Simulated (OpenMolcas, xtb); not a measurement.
## A ladder of methods for PH (SMILES [PH])

PH: 2 atoms, total charge 0, spin state triplet. As SMILES, `[PH]`. Geometry: relaxed at GFN2-xTB.

```xyz
2

P     0.0000    0.0000    0.0000
H     0.0000    0.0000    1.3991
```

Quantity: the dipole moment, in D. The values are calculated.

```json
{"level": "GFN2-xTB", "kind": "semi-empirical", "program": "xtb", "value (D)": "1.16", "CPU time": "under 2 s"}
{"level": "GFN0-xTB", "kind": "semi-empirical", "program": "xtb", "value (D)": "0.14", "CPU time": "under 2 s"}
{"level": "UHF/6-31G* (spherical functions)", "kind": "Hartree–Fock", "program": "OpenMolcas", "value (D)": "0.73", "CPU time": "1.7 s"}
{"level": "USVWN5/6-31G* (spherical functions)", "kind": "LDA", "program": "OpenMolcas", "value (D)": "0.82", "CPU time": "3.6 s"}
{"level": "UPBE/6-31G* (spherical functions)", "kind": "GGA", "program": "OpenMolcas", "value (D)": "0.78", "CPU time": "4.4 s"}
{"level": "U-r2SCAN/6-31G* (spherical functions)", "kind": "meta-GGA", "program": "OpenMolcas", "value (D)": "0.81", "CPU time": "5.6 s"}
{"level": "UPBE0/6-31G* (spherical functions)", "kind": "global hybrid", "program": "OpenMolcas", "value (D)": "0.78", "CPU time": "4.1 s"}
```

The values span 0.14 to 1.16 D. Magnitudes only: a small dipole may point the other way at some levels. Times are those of the runs behind each value, whatever else they computed, on shared processors of several kinds: orders of magnitude only.

The Hartree–Fock and density-functional dipoles of PH lie close together, from 0.73 to 0.82 D, while the two tight-binding values fall on either side, at 0.14 and 1.16 D. Phosphorus and hydrogen have similar electronegativities, so the dipole is not a simple measure of ionic character. It is a balance between modest charge transfer along the σ bond and the polarisation of the density around phosphorus, including its lone pair of mainly 3s character. The two unpaired electrons of the triplet occupy 3p π orbitals centred on phosphorus and contribute little directly. Such a balance is sensitive to how charge and atomic polarisation are described, which probably explains the wide separation of the tight-binding results. Exact exchange has no visible effect between PBE and PBE0, both at 0.78 D. The narrow grouping does not establish the true dipole, because all five calculations share a small basis without diffuse functions or polarisation functions on hydrogen, and an error from that source would be largely common to them.
